A silicon vacancy in SiO2 with charge −2 can carry two unpaired electrons, and nearby 17O and 29Si nuclei feel them through the hyperfine coupling. Before assigning a spectrum, one has to decide how many shells of neighbours matter. The table gives eight kinds of site with their results and four farther ones without. Can the inner sites foretell the outer ones?

Ansatz 0.2.0, spin-polarised scalar-relativistic PBE, plane waves to 420 eV, default PAW datasets: Si vacancy of charge −2 in SiO2, 53-atom supercell, 3×3×2 k-point mesh, atoms relaxed. There are two unpaired electrons; the isotropic constant A, defined by H = A I·S, comes from the contact spin density alone, with the core electrons allowed to respond.

| atom | like atoms | distance from the defect (Å) | site moment (muB) | mass number | isotropic hyperfine constant (MHz) |
| --- | --- | --- | --- | --- | --- |
| O34 | 2 | 1.61 | 0.37 | 17 | -17.2 |
| O28 | 2 | 1.85 | 0.30 | 17 | -25.6 |
| Si10 | 2 | 2.93 | 0.00 | 29 | 12.7 |
| Si8 | 2 | 2.97 | 0.00 | 29 | 7.8 |
| O24 | 2 | 3.47 | 0.00 | 17 | 1.4 |
| O22 | 2 | 3.96 | 0.00 | 17 | 0.5 |
| O19 | 2 | 4.15 | 0.01 | 17 | -4.5 |
| O32 | 2 | 4.33 | 0.02 | 17 | 0.5 |
| O35 | 2 | 4.40 | ? | 17 | ? |
| Si2 | 1 | 4.90 | ? | 29 | ? |
| Si4 | 1 | 4.92 | ? | 29 | ? |
| Si7 | 2 | 5.30 | ? | 29 | ? |

**Where the spin sits**

Removing a silicon atom leaves four oxygen atoms with one bond too few. The remaining atoms were relaxed at this charge. At this charge they formally share two holes in their 2p shells. The site moments agree: the two O34 and the two O28 atoms hold 67% of the two unpaired spins inside their atomic spheres. The even sharing needs caution, because semilocal functionals tend to spread oxygen holes over too many atoms. Nor was the triplet compared with a singlet, so it need not be the ground state.

**What the coupling measures**

The isotropic constant $A$ does not count the spin on an atom. It measures the spin density exactly at the nucleus, where a p orbital has a node and only s-like density remains. Two limits frame the result. A pure 2p hole that disturbed no other electron would give $A=0$, however large its moment, while one unpaired valence s electron would give roughly 5 GHz on either 17O or 29Si.

The oxygen atoms next to the vacancy lie close to the first limit. For O28, $A$ is −25.6 MHz. In a triplet the contact density is divided by two, so the s-electron equivalent is $2\times 25.6/5000$, about 1% of an electron. A small s admixture or a slight polarisation of the paired electrons therefore decides the coupling. This is why the moment is a poor guide to it: O28 has a smaller moment than O34 but an $A$ about one and a half times as large in size.

**Why silicon answers with the opposite sign**

Si10 and Si8 have moments that round to zero, yet their $A$ values are 12.7 and 7.8 MHz. Both nuclei have negative g factors, so a negative $A$ means an excess of majority spin at the nucleus and a positive $A$ an excess of minority spin. The near oxygen atoms show the first, the near silicon atoms the second.

Spin polarisation of the Si–O bond is the standard explanation. Exchange favours parallel spins, so the majority-spin electron of the bonding pair shifts slightly towards the oxygen that carries the hole spin. Its minority-spin partner is left with a little more weight at the silicon end. On Si10 this amounts to roughly half a percent of an s electron, which hardly shows in a moment given to two decimals but is plain in $A$. The signs fit this picture, though no separate calculation isolates the bond effect.

These steps give an order of questions for any site. Does the atom carry hole spin itself? If not, is it bonded to one that does? Only after that is distance of use, and then as a loose guide: O19 has a larger coupling than the nearer O24 and O22.

**From the known sites to the outer ones**

Far from a localised state its density falls roughly exponentially, which suggests a straight line for the logarithm of $|A|$ against the distance $r$ from the defect. The near sites are not in that far tail, so a line through them is a rule of thumb rather than a law. Oxygen and silicon can share one rough line because an s electron gives similar couplings on both. A least-squares line through the eight known kinds of site, with $|A|$ in MHz and $r$ in Å, is

$$\ln |A| = 5.46 - 1.288\,r .$$

For Si2, which was not in the fit, $r=4.90$ gives $\ln|A|=-0.85$ and $|A|\approx 0.4$ MHz.

The line is a loose guide. When each known site is left out in turn, the prediction typically misses by a factor of about three, and $|A|$ at O19 is four times the fitted value. Part of such scatter is natural, since direct spin density and bond polarisation can have opposite signs and cancel. An inverse-cube law with one amplitude describes the known sites almost as well, so the fit does not establish the form of the decay.

Bond polarisation offers a second, cruder estimate for far silicon. The near silicon atoms show about 31 MHz per $\mu_\mathrm{B}$ of moment on the near oxygen atoms. Suppose that a far silicon atom had four oxygen neighbours, each with 0.02 $\mu_\mathrm{B}$, the largest moment among the known far sites. Its coupling would then be $4\times0.02\times31\approx2.5$ MHz, which serves as a rough ceiling.

The periodic cell adds a doubt of its own. Half its mean edge is roughly 4.4 Å, so the outer sites may feel neighbouring images of the defect as well as the defect itself. Si2 and Si4 are the clearest case: in the hexagonal base of this cell they lie about equally far, 4.9 Å, from three copies of the vacancy. They cannot cleanly test how the coupling falls off around a single one. The predictions are therefore wide, and their ranges start at zero because $A$ can change sign:

- O35: $|A|$ about 0.8 MHz, range 0 to 6; moment within 0.03 $\mu_\mathrm{B}$ of zero; no prediction of the sign.
- Si2 and Si4: $|A|$ about 0.4 MHz each, range 0 to 4.
- Si7: $|A|$ about 0.3 MHz, range 0 to 3.
- All three silicon sites: moments within 0.01 $\mu_\mathrm{B}$ of zero; a positive $A$ is only a weak leaning, drawn from two near silicon sites.

If the central values fail, they are more likely to be too small, because images can add spin density.

The withheld rows as computed:

| atom | like atoms | distance from the defect (Å) | site moment (muB) | mass number | isotropic hyperfine constant (MHz) |
| --- | --- | --- | --- | --- | --- |
| O35 | 2 | 4.40 | 0.00 | 17 | -0.5 |
| Si2 | 1 | 4.90 | 0.00 | 29 | 0.5 |
| Si4 | 1 | 4.92 | 0.00 | 29 | -0.5 |
| Si7 | 2 | 5.30 | 0.00 | 29 | -0.8 |

**Hits and misses**

All four couplings and all four moments fall within their ranges. This is a modest success, since the ranges were generous. It does support the main point: the outer sites have couplings below 1 MHz, far from the 8 to 26 MHz in size found on the near oxygen and silicon atoms.

The central values are a harder test. Those for Si2 and Si4 are good to about 0.1 MHz, the last digit of the table. The value for O35 was too large, 0.8 against 0.5 MHz, so the expected direction of error failed there.

Si7 has the largest miss: its computed $|A|$ of 0.8 MHz is about three times the central value, much like the line's typical miss on the known sites. The farthest site thus has a larger coupling than the three nearer ones just revealed, and the predicted fall does not continue. Periodic images could cause this, but that is a guess until a larger cell is tried. Contact densities this small are also uncertain by about their own size, so the rise may not be real, and the close agreement for Si2 and Si4 may be luck. The weak leaning towards positive $A$ held for Si2 but failed for Si4 and Si7, though the signs of values this small are unsafe.

**What to do about it**

Base an assignment on the near oxygen and silicon atoms. Their couplings are the largest in the table, and the change of sign between the two elements fits the standard picture of bond polarisation. Do not rank sites by their moments, and do not use differences of a few tenths of a MHz among far sites to tell one defect model from another.

Before comparing with a measured spectrum, test the sharing of the holes with a hybrid functional, and relax the atoms again with it. The present positions were relaxed with PBE, so they may suit holes that are spread over too many atoms. The dipolar part of the coupling must be added, since it matters for 2p holes. Semilocal functionals also underestimate core polarisation, so even the near-site values are not final. If the far sites matter, repeat them in a larger cell. The charge of the cell is balanced by a uniform background, which is another reason to test the cell size.

In devices, SiO2 serves as a gate dielectric, where defects can trap charge. Hyperfine couplings help to identify a defect that carries spin, mainly through its nearest shells. They do not say how fast it traps charge or how much leakage it causes.

The output after this text gives the fit and the comparison for each site.

Printed output of the fit:

```
fit of log(size) on 8 rows: constant 5.46 +/- 1.1, coefficient of r -1.288 +/- 0.34; rms 0.793, worst O19 -1.39, leave-one-out rms 1.05
  rows outside the fit (model, value, miss): O35 -0.2061, -0.6931, 0.487; Si2 -0.85, -0.6931, -0.157; Si4 -0.8757, -0.6931, -0.183; Si7 -1.365, -0.2231, -1.14
Forecasts and computed sizes of A:
   row  exponential (MHz)  inverse cube (MHz)  stated upper limit (MHz)  computed size (MHz)  moment (muB)
   O34              29.56               25.79                         0                 17.2          0.37
   O28               21.7                  17                         0                 25.6           0.3
  Si10              5.402               4.279                         0                 12.7             0
   Si8              5.131               4.108                         0                  7.8             0
   O24              2.695               2.576                         0                  1.4             0
   O22              1.434               1.733                         0                  0.5             0
   O19              1.123               1.506                         0                  4.5          0.01
   O32             0.8905               1.326                         0                  0.5          0.02
   O35             0.8137               1.264                         6                  0.5             0
   Si2             0.4274              0.9148                         4                  0.5             0
   Si4             0.4166              0.9037                         4                  0.5             0
   Si7             0.2554               0.723                         3                  0.8             0
Distance over which the fitted size of A falls by a factor e (angstrom): 0.7766
Typical leave-one-out miss of the exponential (factor): 2.862
Rms miss of the exponential on known rows (natural log units): 0.7926
Rms miss of the inverse cube on known rows (natural log units): 0.8655
Computed size of A at O19 over the exponential fit (ratio): 4.008
Share of the 2 unpaired spins in the spheres of the four near O (percent): 67
Size of A at O28 over that at O34 (ratio): 1.488
Moment at O28 over that at O34 (ratio): 0.8108
Rough s-electron equivalent of A at O28 (percent of one electron): 0.966
Mean A of near Si per moment of near O (MHz per muB): 30.6
Crude ceiling for far Si with four O neighbours at the largest known far moment (MHz): 2.448
Rough half of the mean cell edge (angstrom): 4.405
```
